**Relativistic shifts of all occupied orbitals of neutral tellurium**

The table gives orbital energies and mean radii of Te from Dirac-Coulomb Hartree-Fock (average over nl shells, Fermi nucleus) beside non-relativistic Hartree-Fock, from a B-spline radial code at the basis limit and without correlation. The program compares them with the exact one-electron Dirac ion for Z = 52, with nothing fitted, and works out j-weighted means, spin-orbit splittings and ratios to densities, radial moments and Breit and self-energy shifts of the same runs. The ion reproduces the 1s percentages to 0.1 point but overestimates every lowering in eV and cannot give the loosened d levels. The lowering of 2s to 5s follows the density at the nucleus within 8 %, the inner p means gain about 2 %, the 5p mean hardly moves, and the 3d and 4d means rise by 8.95 and 2.34 eV. The potential rise at the nucleus from outer shells is of the same size as the d shifts, but it is not a decomposition of them.

Orbital energies ε and mean radii <r> of the neutral Te atom (Z = 52), [Kr] 4d10 5s2 5p4, computed with B-spline radial code 1 at the basis-set limit. Dirac-Coulomb Hartree-Fock with a Fermi nucleus is compared with non-relativistic Hartree-Fock with a point nucleus, both averaged over the nl configuration. A positive percentage means more tightly bound for ε and larger for <r>.

## Program and output

```python
# Table: orbital energies and <r> of neutral Te (Z = 52), B-spline radial code, Dirac-Coulomb Hartree-Fock
# (nl average) beside non-relativistic Hartree-Fock. Tested: one-electron Dirac ion with bare Z (no fit),
# j-weighted means, splittings, and ratios to further outputs of the same two runs.
T = {
    'orbital': ['1s1/2', '2s1/2', '2p1/2', '2p3/2', '3s1/2', '3p1/2', '3p3/2', '3d3/2', '3d5/2', '4s1/2', '4p1/2', '4p3/2', '4d3/2', '4d5/2', '5s1/2', '5p1/2', '5p3/2'],
    'n': [1, 2, 2, 2, 3, 3, 3, 3, 3, 4, 4, 4, 4, 4, 5, 5, 5],
    'l': [0, 0, 1, 1, 0, 1, 1, 2, 2, 0, 1, 1, 2, 2, 0, 1, 1],
    'nl_electrons': [2, 2, 6, 6, 2, 6, 6, 10, 10, 2, 6, 6, 10, 10, 2, 4, 4],
    'e': [-31999, -5003.1, -4673.9, -4398.3, -1037.4, -900.94, -848.14, -610.27, -599.39, -193.57, -144.45, -134.34, -54.165, -52.588, -20.39, -10.099, -9.2233],  # eV
    'e_nr': [-30774, -4701.0, -4401.1, -4401.1, -973.04, -845.94, -845.94, -612.69, -612.69, -180.97, -134.86, -134.86, -55.559, -55.559, -19.122, -9.5401, -9.5401],  # eV
    'e_pct': [3.98, 6.43, 6.2, -0.06, 6.62, 6.5, 0.26, -0.39, -2.17, 6.96, 7.11, -0.39, -2.51, -5.35, 6.63, 5.86, -3.32],  # %
    'r': [0.027805, 0.11926, 0.10092, 0.10645, 0.32022, 0.31118, 0.32225, 0.29372, 0.29726, 0.7663, 0.80488, 0.83139, 0.96118, 0.97327, 2.1414, 2.5985, 2.7165],  # bohr
    'r_pct': [-4.89, -5.23, -6.07, -0.91, -4.09, -4.24, -0.84, -0.78, 0.42, -3.54, -3.62, -0.45, 0.01, 1.26, -3.85, -3.8, 0.57],  # %
}
import numpy as np
from scipy.constants import alpha, physical_constants as pc
Ha = pc['Hartree energy in eV'][0]
cm = 100/pc['electron volt-inverse meter relationship'][0]
Z = 52
o = T['orbital']; n = [int(x) for x in T['n']]; l = [int(x) for x in T['l']]
e, enr, ep, r, rp = (np.array(T[k], float) for k in ('e', 'e_nr', 'e_pct', 'r', 'r_pct'))
j = [int(s[2])/2 for s in o]; ix = {s: i for i, s in enumerate(o)}
low = enr - e; rnr = r/(1 + rp/100)
# Further outputs of the same runs (typed): <1/r> in 1/bohr (Dirac in row order), density at nucleus, zeta, Breit, self-energy
invD = np.array([55.57382, 12.96483, 12.90823, 11.95162, 4.626533, 4.5259, 4.294049, 4.132751, 4.072611,
                 1.814594, 1.700962, 1.631094, 1.373843, 1.354173, 0.6020144, 0.4931192, 0.4698318])
invN = {'1s': 51.47201, '2s': 11.82008, '2p': 11.79891, '3s': 4.315396, '3p': 4.229994, '3d': 4.083959,
        '4s': 1.721895, '4p': 1.615705, '4d': 1.368251, '5s': 0.5730097, '5p': 0.4707569}
rho = {'1s': 43844.62, '2s': 4611.225, '3s': 907.665, '4s': 180.2087, '5s': 19.26077}
zeta = {'2p': 1339299, '3p': 249790.2, '4p': 44986.31, '5p': 3443.572, '3d': 34172.79, '4d': 4525.556}
bq = {'1s1/2': (76.88664, 43.87346), '2p3/2': (10.35074, 0.4992146), '3p3/2': (1.928491, 0.1148903),
      '4p3/2': (0.3468611, 0.02058547), '5p3/2': (0.02622365, 0.001560666)}
def hyd(n, l, j):
    k = -(l+1) if j > l else l
    g = np.sqrt(k*k - (Z*alpha)**2); nr = n - abs(k); N = np.sqrt(nr*nr + 2*nr*g + k*k)
    E = ((nr+g)/N - 1)/alpha**2; E0 = -Z*Z/(2*n*n)
    R = ((3*N*N - k*k)*(nr+g) - k*N)/(2*Z*N); R0 = (3*n*n - l*(l+1))/(2*Z)
    return 100*(E/E0 - 1), (E0 - E)*Ha, 100*(R/R0 - 1)
H = [hyd(a, b, c) for a, b, c in zip(n, l, j)]
print(f"Z*alpha = {Z*alpha:.4f}, squared = {(Z*alpha)**2:.4f}; 'ion' = one-electron Dirac ion, Z = 52")
print("orbital | eps % table, ion | lowering eV table, ion | <r> % table, ion")
for i, s in enumerate(o):
    print(f"{s} | {ep[i]:6.2f} {H[i][0]:5.2f} | {low[i]:9.3f} {H[i][1]:8.1f} | {rp[i]:6.2f} {H[i][2]:6.2f}")
print("rounding: eps 5 figures (lowering good to 1 eV for 1s, 0.1 eV for n=2, 0.001 eV for n=5); % to 0.005")
w = np.array([(2*a+1)/(4*b+2) for a, b in zip(j, l)])
occ = w*np.array(T['nl_electrons'], float)
dV = occ*(invD - np.array([invN[s[:2]] for s in o]))*Ha
print("shell | j-mean eps %, lowering eV, <r> % | split eV, % of |eps nr|, (l+1/2)zeta eV, ratio")
mean = {}
for s in zeta:
    a, b = [i for i, x in enumerate(o) if x[:2] == s]
    ml = w[a]*low[a] + w[b]*low[b]; mean[s] = ml; sp = e[b] - e[a]; so = (l[a]+0.5)*zeta[s]*cm
    mr = 100*((w[a]*r[a] + w[b]*r[b])/(w[a]*rnr[a] + w[b]*rnr[b]) - 1)
    print(f"{s} | {-100*ml/enr[a]:5.2f} {ml:7.3f} {mr:5.2f} | {sp:7.3f} {-100*sp/enr[a]:4.2f} {so:7.3f} {sp/so:4.2f}")
print("shell | lowering/density at nucleus (eV bohr^3), density/|eps nr| (1/(eV bohr^3)), |eps| ratio to next s")
q = []
for m in range(1, 6):
    i = ix[f"{m}s1/2"]; d = rho[f"{m}s"]; q.append(low[i]/d)
    nx = f"{enr[i]/enr[ix[str(m+1)+'s1/2']]:.2f}" if m < 5 else "-"
    print(f"{m}s | {low[i]/d:.4f} {-d/enr[i]:.3f} {nx}")
print(f"2s to 5s: lowering/density largest/smallest = {max(q[1:])/min(q[1:]):.3f}, lowering falls {low[1]/low[14]:.0f}-fold")
print("rise of potential energy at nucleus from shells of higher n (sum N*change of <1/r>), eV:")
print("  " + ", ".join(f"above n={m}: {sum(dV[i] for i in range(len(o)) if n[i] > m):.2f}" for m in range(1, 5)))
print(f"  of above n=4: 5s {dV[14]:.2f}, 5p {dV[15]+dV[16]:.2f}; mean rise of 3d {-mean['3d']:.2f}, of 4d {-mean['4d']:.2f}")
f0 = (10.31627 + 2*10.03501)/3 - 9.922688   # F0(5s,5p) of the same runs, eV
print(f"change of j-mean F0(5s,5p) = {f0:.3f} eV, for two 5s electrons {2*f0:.2f} eV")
print("orbital: lowering, Breit rise, self-energy rise, lowering left after both (eV)")
for s, (b, se) in bq.items():
    print(f"  {s}: {low[ix[s]]:.3f}, {b:.3f}, {se:.3f}, {low[ix[s]]-b-se:.3f}")
iD, iN, iM = 8.925841, 8.959997, 9.009808   # total-energy differences of the same runs; tabulated measured value
print(f"ionisation eV: Dirac {iD:.3f}, non-rel {iN:.3f}, change {iD-iN:.3f} ({100*(iD/iN-1):.2f} %), measured {iM:.3f}")
print(f"minus measured: Dirac {iD-iM:.3f}, non-rel {iN-iM:.3f}; -eps minus ionisation: 5p3/2 {-e[16]-iD:.3f}, 5p nr {-enr[16]-iN:.3f}")
k1 = [i for i in range(1, len(o)) if j[i] == 0.5]
print(f"j=1/2 rows, n>=2: eps {ep[k1].min():.2f} to {ep[k1].max():.2f} %, <r> {rp[k1].min():.2f} to {rp[k1].max():.2f} %")
assert ep[k1].min() > 5.5 and ep[k1].max() < 7.5 and ep[0] < ep[k1].min()
assert all(ep[i] < 0 for i in range(len(o)) if l[i] == 2) and mean['3d'] < 0 and mean['4d'] < 0
assert abs(ep[0] - H[0][0]) < 0.2 and abs(rp[0] - H[0][2]) < 0.2
assert max(q[1:])/min(q[1:]) < 1.15
```

Running it gives:

```
Z*alpha = 0.3795, squared = 0.1440; 'ion' = one-electron Dirac ion, Z = 52
orbital | eps % table, ion | lowering eV table, ion | <r> % table, ion
1s1/2 |   3.98  3.88 |  1225.000   1429.3 |  -4.89  -4.99
2s1/2 |   6.43  4.87 |   302.100    448.4 |  -5.23  -5.40
2p1/2 |   6.20  4.87 |   272.800    448.4 |  -6.07  -6.48
2p3/2 |  -0.06  0.92 |    -2.800     84.3 |  -0.91  -1.45
3s1/2 |   6.62  3.87 |    64.360    158.2 |  -4.09  -4.10
3p1/2 |   6.50  3.87 |    55.000    158.2 |  -4.24  -4.42
3p3/2 |   0.26  1.22 |     2.200     50.0 |  -0.84  -1.61
3d3/2 |  -0.39  1.22 |    -2.420     50.0 |  -0.78  -1.92
3d5/2 |  -2.17  0.40 |   -13.300     16.5 |   0.42  -0.69
4s1/2 |   6.96  3.12 |    12.600     71.9 |  -3.54  -3.25
4p1/2 |   7.11  3.12 |     9.590     71.9 |  -3.62  -3.39
4p3/2 |  -0.39  1.15 |    -0.520     26.4 |  -0.45  -1.38
4d3/2 |  -2.51  1.15 |    -1.394     26.4 |   0.01  -1.51
4d5/2 |  -5.35  0.53 |    -2.971     12.2 |   1.26  -0.76
5s1/2 |   6.63  2.60 |     1.268     38.3 |  -3.85  -2.68
5p1/2 |   5.86  2.60 |     0.559     38.3 |  -3.80  -2.75
5p3/2 |  -3.32  1.03 |    -0.317     15.1 |   0.57  -1.18
rounding: eps 5 figures (lowering good to 1 eV for 1s, 0.1 eV for n=2, 0.001 eV for n=5); % to 0.005
shell | j-mean eps %, lowering eV, <r> % | split eV, % of |eps nr|, (l+1/2)zeta eV, ratio
2p |  2.02  89.067 -2.63 | 275.600 6.26 249.078 1.11
3p |  2.34  19.800 -1.97 |  52.800 6.24  46.455 1.14
4p |  2.11   2.850 -1.51 |  10.110 7.50   8.366 1.21
5p | -0.26  -0.025 -0.89 |   0.876 9.18   0.640 1.37
3d | -1.46  -8.948 -0.06 |  10.880 1.78  10.592 1.03
4d | -4.21  -2.340  0.76 |   1.577 2.84   1.403 1.12
shell | lowering/density at nucleus (eV bohr^3), density/|eps nr| (1/(eV bohr^3)), |eps| ratio to next s
1s | 0.0279 1.425 6.55
2s | 0.0655 0.981 4.83
3s | 0.0709 0.933 5.38
4s | 0.0699 0.996 9.46
5s | 0.0658 1.007 -
2s to 5s: lowering/density largest/smallest = 1.082, lowering falls 238-fold
rise of potential energy at nucleus from shells of higher n (sum N*change of <1/r>), eV:
  above n=1: 194.75, above n=2: 55.46, above n=3: 11.99, above n=4: 2.32
  of above n=4: 5s 1.58, 5p 0.74; mean rise of 3d 8.95, of 4d 2.34
change of j-mean F0(5s,5p) = 0.206 eV, for two 5s electrons 0.41 eV
orbital: lowering, Breit rise, self-energy rise, lowering left after both (eV)
  1s1/2: 1225.000, 76.887, 43.873, 1104.240
  2p3/2: -2.800, 10.351, 0.499, -13.650
  3p3/2: 2.200, 1.928, 0.115, 0.157
  4p3/2: -0.520, 0.347, 0.021, -0.887
  5p3/2: -0.317, 0.026, 0.002, -0.345
ionisation eV: Dirac 8.926, non-rel 8.960, change -0.034 (-0.38 %), measured 9.010
minus measured: Dirac -0.084, non-rel -0.050; -eps minus ionisation: 5p3/2 0.297, 5p nr 0.580
j=1/2 rows, n>=2: eps 5.86 to 7.11 %, <r> -6.07 to -3.54 %
```
